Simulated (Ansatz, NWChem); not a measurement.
# Strength of the N–Ge bond: CH7GeN → CH4N + GeH3

Species: CH7GeN `C[NH][GeH3]`, singlet; CH4N `C[NH]`, doublet; GeH3 `[GeH3]`, doublet. 

Shapes, held fixed at every level: PBE0-D4/def2-TZVP. Programs: Ansatz 0.2.0, NWChem 7.3.0. The zero-point and thermal change to 298 K, harmonic and unscaled (PBE0-D4/def2-TZVP), is -16.8 kJ/mol.

**Question.** Estimate ΔH(298 K) of this reaction.

**Answer.** The highest level, CCSD(T)/def2-TZVPP, gives ΔH(298 K) = +325.6 kJ/mol; the levels span +288.0 to +325.6. The column of differences is taken from that level and isn't an error. No measured value is set beside it here. Open shells run unrestricted unless RO is named. Relativity is left out for Ge unless named. Correlated rows may include outer-core shells of Ge, which these sets cover unevenly.

| level | kind | ΔH(298 K) (kJ/mol) | less CCSD(T)/def2-TZVPP |
| --- | --- | --- | --- |
| PBE-D4/def2-TZVPP | GGA | +314.1 | -11.5 |
| B3LYP/6-31G* (spherical functions) | global hybrid | +288.0 | -37.6 |
| B3LYP-D4/def2-TZVPP | global hybrid | +306.7 | -18.9 |
| r2SCAN0-D4/def2-TZVPP | global hybrid | +296.6 | -29.0 |
| wB97M-V/def2-TZVPP | range-separated hybrid | +323.4 | -2.2 |
| B2PLYP/def2-TZVPP | double hybrid | +314.5 | -11.1 |
| CCSD(T)/def2-TZVPP | coupled cluster or CI | +325.6 | 0.0 |

Homolysis of the N–Ge bond is strongly endothermic at every level, as expected for a polar covalent bond between electronegative nitrogen and the more electropositive germanium. Charge transfer towards nitrogen strengthens the bond, and this stabilisation is lost when two neutral radicals form. The diffuse valence orbitals of germanium limit the covalent overlap, while hyperconjugation from the methyl group stabilises the aminyl radical and so lowers the cost of cleavage.

All the density functionals fall below the coupled-cluster value, with wB97M-V closest at +323.4 kJ/mol. Closeness to coupled cluster, which isn't a measure of error here, doesn't follow the kind of functional: the GGA lies nearer to coupled cluster than any of the global hybrids and almost matches the double hybrid. The two B3LYP rows differ in both basis and dispersion, so the gap between them can't be assigned to either alone.

A large homolytic enthalpy doesn't imply chemical inertness, since Ge–N bonds are typically cleaved by protic reagents through polar pathways that avoid free radicals.
